# Diagrammatic content of the direct correlation function

## 1. Premises and conventions

- Classical one-component fluid in $d$ dimensions, grand canonical ensemble, $\beta=1/k_BT$.
- Pair-additive energy $\sum_{i<j}v(i,j)$ plus a one-body field $\phi$. Local activity $z(i)=\Lambda^{-d}e^{\beta\mu-\beta\phi(i)}$, with $\Lambda$ the thermal wavelength. Mayer function $f=e^{-\beta v}-1$.
- $h=g-1$, and $c$ is defined by the Ornstein–Zernike (OZ) relation
$$h(1,2)=c(1,2)+\int d3\,c(1,3)\,\rho(3)\,h(3,2).\tag{1}$$
- Fourier transform $\hat c(k)=\int d^dr\,e^{i\mathbf k\cdot\mathbf r}c(r)$; the star $*$ denotes convolution.

**Diagrams.** Simple graphs (at most one bond per pair). A bond carries $f$. A black circle carries a weight ($z$ or $\rho$) and is integrated over. A white circle has a fixed position. The sum of a class of diagrams is
$$\sum_n\frac1{n!}\sum_{\text{labelled graphs with } n \text{ black circles}}\int\prod(\text{weights})\prod f .$$
This equals the sum over unlabelled graphs, each divided by its symmetry number. All sums are first read as formal power series.

**Special circles** of a connected diagram.
- *Cut circle*: its removal disconnects the graph. A graph with none is *biconnected* (the single bond counts as such).
- *Articulation circle*: a cut circle, black or white, whose removal leaves a component with no white circle.
- *Nodal circle*: a black circle that lies on every path from white 1 to white 2.

**Counting lemma.** Suppose each graph of a class splits in one and only one way into parts of given classes, any parts may be joined, and the integral factorises. Distributing $n$ labels as $(m_1,m_2,\dots)$ can be done in $n!/\prod m_i!$ ways, so $1/n!$ becomes $\prod 1/m_i!$. The sum of the class is then the product of the sums of the parts.

## 2. Connected diagrams in the activity

$$\Xi=\sum_N\frac1{N!}\int\prod_i z(i)\prod_{i<j}(1+f_{ij}).$$
Expanding the product gives every labelled graph on $N$ black $z$-circles once. A graph is a unique unordered set of connected components. With $W$ the sum of connected graphs, the graphs with $m$ components sum to $W^m/m!$ by the lemma. Hence $\Xi=e^W$ and $\ln\Xi=W$.

From the definitions of the one- and two-particle densities,
$$\rho(1)=z(1)\frac{\delta\ln\Xi}{\delta z(1)},\qquad z(1)z(2)\frac{\delta^2\ln\Xi}{\delta z(1)\delta z(2)}=\rho^{(2)}(1,2)-\rho(1)\rho(2)=\rho(1)\rho(2)h(1,2).$$
One derivative whitens one of $n$ circles, $n/n!=1/(n-1)!$; two give $n(n-1)/n!=1/(n-2)!$. The convention of §1 is preserved, so:

- (a) $\rho(1)$ is the sum of connected diagrams with one white $z$-circle and black $z$-circles, the bare circle included.
- (b) $\rho(1)\rho(2)h(1,2)$ is the sum of connected diagrams with two white $z$-circles and black $z$-circles.

## 3. From $z$ to $\rho$: removal of articulation circles

Take $G$ from (b) and let $G^+$ be $G$ with a bond 1–2 added if absent.

1. *The articulation circles of $G$ are the cut circles of $G^+$.* Remove a black circle: the components holding 1 and 2 are joined by the added bond, and only white-free components stay separate. Remove a white circle: the added bond goes with it, and any component other than the one holding the second white circle is white-free.
2. Every bond of $G^+$ lies in exactly one maximal biconnected subgraph. Take the one holding 1–2 and keep only the bonds of $G$; call this the core. It is connected: a biconnected graph on three or more circles survives the loss of one bond, and on two circles the bond must belong to $G$, since $G$ is connected. By step 1 the core has no articulation circle.
3. Each remaining piece touches one core circle only. A piece touching two would supply an outside path between them and enlarge the biconnected subgraph, against maximality.
4. So $G$ is uniquely a core with a connected graph rooted at each core circle $v$. Any rooted connected graph may be attached without changing the core, and the integrals factorise at fixed $v$. By the lemma and (a), the attachments at $v$, with the weight $z(v)$, sum to $\rho(v)$.

The factors at the white circles cancel $\rho(1)\rho(2)$:

> $h(1,2)$ is the sum of connected diagrams with white 1-circles 1 and 2 (weight unity), black $\rho$-circles and $f$-bonds, free of articulation circles. Call this class $\mathcal H$.

## 4. Nodal circles and the OZ relation

Split $\mathcal H$ into $\mathcal C$ (no nodal circle, sum $\tilde c$) and $\mathcal N$ (at least one, sum $\gamma$). Thus $h=\tilde c+\gamma$. Take $G$ in $\mathcal N$.

1. *Nodes are ordered.* Let one self-avoiding path meet node $a$ before $b$ and another meet $b$ before $a$. The second path from 1 to $b$, followed by the first from $b$ to 2, avoids $a$, which is impossible. A first node exists; label it 3.
2. *Two parts.* Removing 3 separates 1 from 2, and each component must hold a white circle. There are exactly two. Restoring 3 as a white circle gives $L(1,3)$ and $R(3,2)$.
3. *Both parts are in $\mathcal H$.* A white-free component cut from $L$ by a circle other than 3 would be cut from $G$ too. Removing 3 leaves $L$ connected, by step 2. The same holds for $R$.
4. *$L$ is in $\mathcal C$.* A node of $L$ lies on every path from 1 to 3, so it would be a node of $G$ ahead of 3.
5. *Converse.* Join any $L\in\mathcal C$ and $R\in\mathcal H$ at 3 and blacken it. Remove a circle of $L$ other than 3: each component holds 1, or holds 3 and therefore 2. The argument for $R$ is the mirror image. Removing 3 leaves one component with 1 and one with 2. The result is in $\mathcal N$ with first node 3.
6. *Counting.* Choose the label of the node in $n$ ways and give $m$ of the others to $L$: $\dfrac{n}{n!}\dbinom{n-1}{m}=\dfrac{1}{m!\,(n-1-m)!}$.

Therefore $\gamma(1,2)=\int d3\,\tilde c(1,3)\rho(3)h(3,2)$, and $\tilde c$ obeys (1). Written as $c=h-\int c\rho h$, eq. (1) fixes each order of $c$ from $h$ and lower orders of $c$. The solution is unique, so $\tilde c=c$.

> **Result.** $c(1,2)$ is the sum of connected diagrams with two white 1-circles, black $\rho$-circles and $f$-bonds, free of articulation and nodal circles. $\gamma=h-c$ is the sum of the articulation-free diagrams with at least one nodal circle.

A cut circle that is not an articulation circle leaves a white circle in every component. It is then black and separates 1 from 2, so it is nodal. The $c$-diagrams are thus the biconnected graphs with two circles whitened.

## 5. Low orders, uniform fluid

Write $c=\sum_n\rho^nc_n$, $\gamma=\sum_n\rho^n\gamma_n$. Then $c_n$ is $1/n!$ times the sum over labelled biconnected graphs on $n+2$ circles.

**Orders 0 and 1.** Two circles: the bond. Three circles: the triangle only, since the chain 1–3–2 is nodal and the other chains have a white articulation circle. With $C=f*f$,
$$c=f+\rho f\,(f*f)+O(\rho^2),\qquad \gamma=\rho\,(f*f)+O(\rho^2).\tag{2}$$

**Order 2.** Define
$$A=\iint d3\,d4\,f_{13}f_{34}f_{42},\quad D=\int d4\,f_{14}f_{42}C(4,2),\quad E=\iint d3\,d4\,f_{13}f_{14}f_{23}f_{24}f_{34}.$$
There are 10 labelled biconnected graphs on four circles.
- Three rings: two contain 1–2 and give $fA$ each; 1–3–2–4–1 gives $C^2$.
- Six complete graphs less one bond: without 1–2, $E$; without 3–4, $fC^2$; without 1–3, 1–4, 2–3 or 2–4, $fD$ each.
- The complete graph: $fE$.

Dividing by $2!$,
$$c_2=f\,(A+2D)+\tfrac12(1+f)(C^2+E).\tag{3}$$
The $\rho^2$ term of (1) gives $\gamma_2=c_1*f+f*(c_1+\gamma_1)=A+2D$. Note that $c$ contains diagrams without the bond 1–2; the first are $\tfrac12(C^2+E)$.

## 6. Zero wavevector and the virial series

For $\phi=0$, $\ln\Xi=\beta PV$ gives $\partial\beta P/\partial\beta\mu=\rho$. A uniform change of $\ln z$ in $\rho(1)=z(1)\,\delta\ln\Xi/\delta z(1)$ gives $\partial\rho/\partial\beta\mu=\rho+\rho^2\hat h(0)$. The transform of (1) is $(1+\rho\hat h)(1-\rho\hat c)=1$. Dividing,
$$\left(\frac{\partial\beta P}{\partial\rho}\right)_T=\frac1{1+\rho\hat h(0)}=1-\rho\hat c(0).\tag{4}$$
Define $B_n$ by $\beta P=\rho+\sum_{n\ge2}B_n\rho^n$. Then
$$1-\rho\hat c(0)=1+2B_2\rho+3B_3\rho^2+4B_4\rho^3+\dots,\qquad \hat c_n(0)=-(n+2)B_{n+2}.\tag{5}$$
With (2),
$$B_2=-\tfrac12\int d^dr\,f,\qquad B_3=-\tfrac13\int d^dr\,f\,(f*f).$$
In general $B_m$ is $-(m-1)/m!$ times the sum of labelled biconnected graphs on $m$ circles with one position fixed, since $\frac1m\frac1{(m-2)!}=\frac{m-1}{m!}$. Truncating $c$ after $\rho^n$ fixes (5) through $\rho^{n+1}$.

## 7. Hard rods

$d=1$, rod length $\sigma$, $f=-1$ for $|x|<\sigma$ and zero beyond, $\eta=\rho\sigma$.

**Exact solution, without diagrams.** Only neighbours interact, so at fixed pressure the centre-to-centre gaps are independent with density $p(x)=b\,e^{-b(x-\sigma)}$ for $x>\sigma$, $b=\beta P$. The mean gap is $\sigma+1/b=1/\rho$, which is the Tonks equation $b=\rho/(1-\eta)$. For $x>0$, $\rho g(x)$ is the sum over $n\ge1$ of the $n$-fold convolution of $p$. The transform of $p$ is $\omega=b\,e^{ik\sigma}/(b-ik)$, with $|\omega|<1$ for $k\ne0$. The constant subtracted in $h=g-1$ contributes only at $k=0$, so
$$1+\rho\hat h=1+\frac{\omega}{1-\omega}+\frac{\omega^*}{1-\omega^*}=\frac{1-|\omega|^2}{|1-\omega|^2}.$$
Now $1-|\omega|^2=k^2/(b^2+k^2)$ and $|1-\omega|^2=[b^2(1-\cos k\sigma)^2+(k+b\sin k\sigma)^2]/(b^2+k^2)$. Hence
$$1-\rho\hat c=1+b\,\frac{2\sin k\sigma}{k}+b^2\,\frac{2(1-\cos k\sigma)}{k^2}.$$
The two fractions are the transforms of $1$ and of $\sigma-|x|$ on $|x|<\sigma$. So $\rho c=-b-b^2(\sigma-|x|)$ there, or
$$c(x)=-\frac1{1-\eta}-\frac{\rho(\sigma-|x|)}{(1-\eta)^2}=-\frac{1-\rho|x|}{(1-\eta)^2}\quad(|x|<\sigma),\qquad c=0\quad(|x|>\sigma).\tag{6}$$
With $(1-\eta)^{-2}=\sum_n(n+1)\eta^n$,
$$c=-1-\rho(2\sigma-|x|)-\rho^2(3\sigma^2-2\sigma|x|)+O(\rho^3).\tag{7}$$

**Diagrams.** $C(x)$ is the overlap of two intervals of length $2\sigma$: $C=2\sigma-|x|$ for $|x|<2\sigma$. So $c_1=fC=-(2\sigma-|x|)$ in the core and zero outside, as in (7).

For $0<x<\sigma$, $1+f=0$ and (3) gives $c_2=-(A+2D)$, with
$$A=-\int_{x-\sigma}^{x+\sigma}(2\sigma-|y|)\,dy=-(3\sigma^2-x^2),\qquad D=\int_{x-\sigma}^{\sigma}(2\sigma-|y|)\,dy=3\sigma^2-\sigma x-\tfrac12x^2 .$$
The $x^2$ terms cancel, and $c_2=-(3\sigma^2-2\sigma x)$, as in (7).

For $\sigma<x<2\sigma$, $f=0$ and $c_2=\tfrac12(C^2+E)$. Circles 3 and 4 both lie in $[x-\sigma,\sigma]$, of length $2\sigma-x<\sigma$. Then $f_{34}=-1$ throughout, $E=-C^2$ and $c_2=0$. Beyond $2\sigma$ that interval is empty and both terms vanish. The Percus–Yevick closure $c=f(1+\gamma)$ drops $\tfrac12(1+f)(C^2+E)$ at this order, a term that vanishes for rods. For hard spheres two points in the overlap lens just outside contact can be more than a diameter apart, so $C^2+E>0$ there.

**Zero wavevector.** $\hat c_0(0)=-2\sigma$, $\hat c_1(0)=-3\sigma^2$, $\hat c_2(0)=-4\sigma^3$. By (5), $B_2=\sigma$, $B_3=\sigma^2$, $B_4=\sigma^3$, the coefficients of $\rho/(1-\eta)$. From (6), $1-\rho\hat c(0)=(1-\eta)^{-2}=\partial b/\partial\rho$, as (4) requires.

**Nodal part.** In the core $h=-1$, so $\gamma=-1-c$. At $x=0$, (1) gives $\gamma(0)=-\rho\hat c(0)$, because $h=-1$ wherever $c\neq0$; hence $c(0)=-[1-\rho\hat c(0)]$. At contact, $\gamma(\sigma^-)=\eta/(1-\eta)$ from (6), while $\gamma(\sigma^+)=h(\sigma^+)=b/\rho-1=\eta/(1-\eta)$. The nodal sum is a convolution and is continuous.

## 8. Range of validity

- Pair additivity is needed for the $f$-bond expansion. Many-body forces add further graph elements and change $c_1$ and $B_3$. Equations (1) and (4) remain.
- §§2–4 hold for any $\rho(\mathbf r)$. §§5–6 assume a uniform fluid.
- The infinite-volume limit term by term needs $\int|f|\,d^dr<\infty$. Bare Coulomb forces violate this, and the diagrams must be resummed into screened bonds first.
- The classification is an identity of formal series. For stable potentials with integrable $f$ the series are known to converge at low enough density. They do not reach across a phase transition, and (4) assumes a single phase with integrable $h$.
- Rods: by (6) the density series converges for $\eta<1$. The activity series of §2 is more restricted. The single-gap partition function gives $1/z=\int_\sigma^\infty e^{-bx}dx$, so $z\sigma=b\sigma\,e^{b\sigma}$. Its inverse, the Lambert function, branches at $b\sigma=-1$, $z\sigma=-1/e$. The radius is $|z|\sigma=1/e=0.368$, reached on the positive axis at $b\sigma=0.278$, $\eta=0.218$.
- Truncation: keeping terms through $\eta^m$ in $(1-\eta)^{-2}$ leaves the relative error $(m+2)\eta^{m+1}-(m+1)\eta^{m+2}$. For $m=2$ it is $0.3125$ at $\eta=0.5$.

## 9. Numerical illustration

Assumed model inputs, not those of any material: $\sigma=0.40$ nm, $\rho=0.50$ nm$^{-1}$, $T=300$ K. Then $\eta=0.20$, $b=0.625$ nm$^{-1}$, $k_BT=25.85$ meV, and the one-dimensional pressure (a force) is $P=16.16$ meV/nm. Also $z\sigma=0.321$, inside both radii. $c(x)$ itself does not depend on $T$.

| $x$ (nm) | through $\rho$ | through $\rho^2$ | exact (6) | error, $\rho$ (%) | error, $\rho^2$ (%) |
|---|---|---|---|---|---|
| $0$ | $-1.40$ | $-1.52$ | $-1.5625$ | $10.4$ | $2.72$ |
| $0.20$ | $-1.30$ | $-1.38$ | $-1.40625$ | $7.56$ | $1.87$ |
| $0.40^-$ | $-1.20$ | $-1.24$ | $-1.25$ | $4.00$ | $0.80$ |

The virial coefficients are $B_2=0.40$ nm, $B_3=0.16$ nm$^2$, $B_4=0.064$ nm$^3$, and the terms of (5) after unity are $0.40$, $0.12$ and $0.032$. The partial sums from $c_0$, $c_1$, $c_2$ are $1.40$, $1.52$, $1.552$, against the exact $1.5625$; the last is low by $0.67$ %. The nodal sum is $\gamma(0)=0.5625$ and $\gamma(\sigma)=0.25$, of which the chain $\rho f*f$ supplies $0.40$ and $0.20$. In energy units the model has $\partial P/\partial\rho=40.4$ meV exactly and $39.3$ meV from bond plus triangle; the neglected four-circle diagrams account for $0.83$ meV of the $1.10$ meV shortfall.